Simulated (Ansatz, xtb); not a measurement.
## BFH4Si: which of two structures lies lower

Structure X is `B[SiH2]F`, a singlet and structure Y is a singlet given by its coordinates. Both are isolated molecules in the gas phase, relaxed with B3LYP/6-31G*; the shapes shown needn't be the lowest conformers.

X (Å):

```yaml
atoms:
  - { symbol: B, position_ang: [-1.6148, 1.3452, -0.3388] }
  - { symbol: F, position_ang: [-0.2562, -0.6076, 1.5693] }
  - { symbol: Si, position_ang: [-0.7497, -0.4306, 0.0328] }
  - { symbol: H, position_ang: [-2.0134, 1.5597, -1.4470] }
  - { symbol: H, position_ang: [-1.7590, 2.2082, 0.4740] }
  - { symbol: H, position_ang: [0.4389, -0.5987, -0.8548] }
  - { symbol: H, position_ang: [-1.7146, -1.5286, -0.2702] }
```

Y (Å):

```xyz
7

B     0.0138   -0.8303   -1.3645
F     2.1453   -0.2503    0.8244
Si    0.9709   -1.1784    0.2263
H     0.3627   -1.8440    1.4119
H    -0.3843   -0.1623   -0.2823
H     0.4343   -0.0749   -2.1826
H    -0.8428   -1.6365   -1.5767
```

Close contacts (Å): B1–Si3 1.89, F2–Si3 1.61, B1–H5 1.33, B1–H6 1.19, B1–H7 1.20, Si3–H4 1.49, Si3–H5 1.77.

Energies in hartree; the thermal terms are from B3LYP/6-31G* harmonic frequencies (ideal gas, rigid rotor, one conformer each, 298.15 K, 1 atm) and include the zero-point energy:

```
                                X           Y
E, CCSD(T)/def2-TZVPP  −415.996998  −415.992091
    zero-point energy     0.039714     0.040431
         H(298 K) − E     0.045592     0.045914
         G(298 K) − E     0.012715     0.014057
```

Q: Work out ΔE, ΔE₀, ΔH and ΔG for X → Y in kcal/mol (1 Eh = 627.51 kcal/mol) and the equilibrium ratio [Y]/[X].

A: 1. ΔE = −415.992091 − (−415.996998) = +0.004907 Eh = +3.08 kcal/mol.
2. ΔE₀ = ΔE + ΔZPE = +0.004907 + (+0.000717) Eh = +3.53 kcal/mol.
3. ΔH = ΔE + (+0.000322) Eh = +3.28 kcal/mol.
4. ΔG = ΔE + (+0.001342) Eh = +3.92 kcal/mol, so ΔS = (ΔH − ΔG)/T = −9.0 J/(mol K).
5. kT = 0.9442 mEh, so K = [Y]/[X] = exp(−ΔG/kT) = exp(−6.62) ≈ 0.0013.

Structure X is favoured at this temperature. An error of 1 kcal/mol in ΔG would change K by a factor of 5.4. Mirror images and further conformers aren't counted.

Other levels gave ΔE = +4.2 (B3LYP/6-31G*); +17.2 (HF/def2-TZVPP); +2.3 (MP2/def2-TZVPP) kcal/mol. The correlated steps freeze 7 core orbitals. Programs: Ansatz 0.2.0.

X is the classical silylborane H2B–SiH2F, with three-coordinate boron and an empty p orbital. Y is its hydrogen-bridged isomer, in which one hydrogen spans boron (1.33 Å) and silicon (1.77 Å). Y can be viewed as fluorosilylene bound to borane: the silicon lone pair donates to boron while a B–H bond donates back into the empty silicon p orbital. This two-way donation explains why the B–Si contact is shorter than in X, and it nearly makes up for the loss of a normal terminal Si–H bond.

Every method places X lower, but Hartree–Fock puts the gap at +17.2 kcal/mol, against +3.08 with CCSD(T). Electron correlation thus favours the compact three-centre, two-electron bridge, as it does in diborane. The lower entropy of Y probably reflects the bridge stiffening rotation about the B–Si axis, which is soft in X. The preference for X is thermodynamic; without a barrier for the hydrogen shift, it doesn't show whether Y would persist once formed.
